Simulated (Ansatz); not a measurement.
Bi₂Pd: the change of energy above lowest point and pressure with volume scale

All results are calculated (Ansatz 0.2.0). Free energy against uniform scaling of the volume at fixed shape and fractions; periodic cell, basis, potentials, k mesh and filling as listed.

The cell before it is scaled or strained (space group I4/mmm, No. 139):
```
cell vectors (Å)
  -1.6810     1.6810     6.4915
   1.6810    -1.6810     6.4915
   1.6810     1.6810    -6.4915
atoms (fractions of the cell vectors)
Bi  0.36300  0.36300  0.00000
Bi  0.63700  0.63700  0.00000
Pd  0.00000  0.00000  0.00000
```

Settings of every row: functional LDA; dispersion none; potentials PAW; wave cutoff 500 eV; density cutoff 2000 eV; k mesh 11x11x11; k shift 0x0x0; occupations fermi dirac; smearing width 0.1 eV; spin none.

Limits: coarse k mesh, up to 40 meV an atom off; no spin-orbit coupling, which can matter with elements this heavy.

```csv
row,volume scale,V (Å³/atom),energy above lowest point (meV/atom),pressure (GPa)
1,0.94,22.99,3.4,2.24
2,0.96,23.48,0,0.07
3,0.98,23.969,?,?
4,1,24.458,11.1,-3.55
5,1.02,24.947,24.3,-5.06
6,1.04,25.436,41.8,-6.38
7,1.06,25.925,63.1,-7.55
```

Question: what energy above lowest point and pressure should row 3 give?

Worked fit of energy above lowest point. Take u = (V_r/V)^(2/3) − 1 with V_r = 24.703 Å³ an atom, which is twice the finite (Eulerian) strain; such expansions in the strain, on which the Birch-Murnaghan equation of state is built, carry the rest volume and the bulk modulus. The shown rows have u = 0.04908, 0.03443, 0.00667, -0.00653, -0.01931, -0.03168. Least squares give energy above lowest point = 17.15 − 1000.9 × u + 14390 × u² + 6063 × u³ meV/atom; a parabola predicts inner rows, each left out in turn, worse (root mean square 0.12 against 0.022 meV/atom). All shown rows lie on it to the printed digit. Its lowest point lies at u = 0.0340, or V = 23.49 Å³ an atom, and the curvature there gives the bulk modulus at fixed shape and fractions, B = (4/9)(1 + u)² E″(u)/V = 97.3 GPa. Letting shape and atoms relax would as a rule lower it, by much in layered, chain or molecular crystals. The withheld row has u = 0.02031, so the fit gives 17.15 − 1000.9 × (0.02031) + 14390 × (0.02031)² + 6063 × (0.02031)³ = 2.8 meV/atom.

The calculation gave 2.8 meV/atom. The fit meets it to the printed digit.

Worked fit of pressure. Take u = (V_r/V)^(2/3) − 1 with V_r = 24.703 Å³ an atom, which is twice the finite (Eulerian) strain; such expansions in the strain, on which the Birch-Murnaghan equation of state is built, carry the rest volume and the bulk modulus. The shown rows have u = 0.04908, 0.03443, 0.00667, -0.00653, -0.01931, -0.03168. Least squares give pressure = −4.33 + 114.18 × u + 399.8 × u² GPa; a straight line predicts inner rows, each left out in turn, worse (root mean square 0.25 against 0.0059 GPa). The rows lie off it by 0.00, -0.01, 0.00, 0.00, 0.01, 0.00. The pressure vanishes at u = 0.0339, or V = 23.5 Å³ an atom, and there the bulk modulus at fixed shape and fractions is B = −V dP/dV = (2/3)(1 + u) dP/du = 97.4 GPa. Letting shape and atoms relax would as a rule lower it, by much in layered, chain or molecular crystals. The withheld row has u = 0.02031, so the fit gives −4.33 + 114.18 × (0.02031) + 399.8 × (0.02031)² = -1.85 GPa.

The calculation gave -1.85 GPa. The fit meets it to the printed digit.
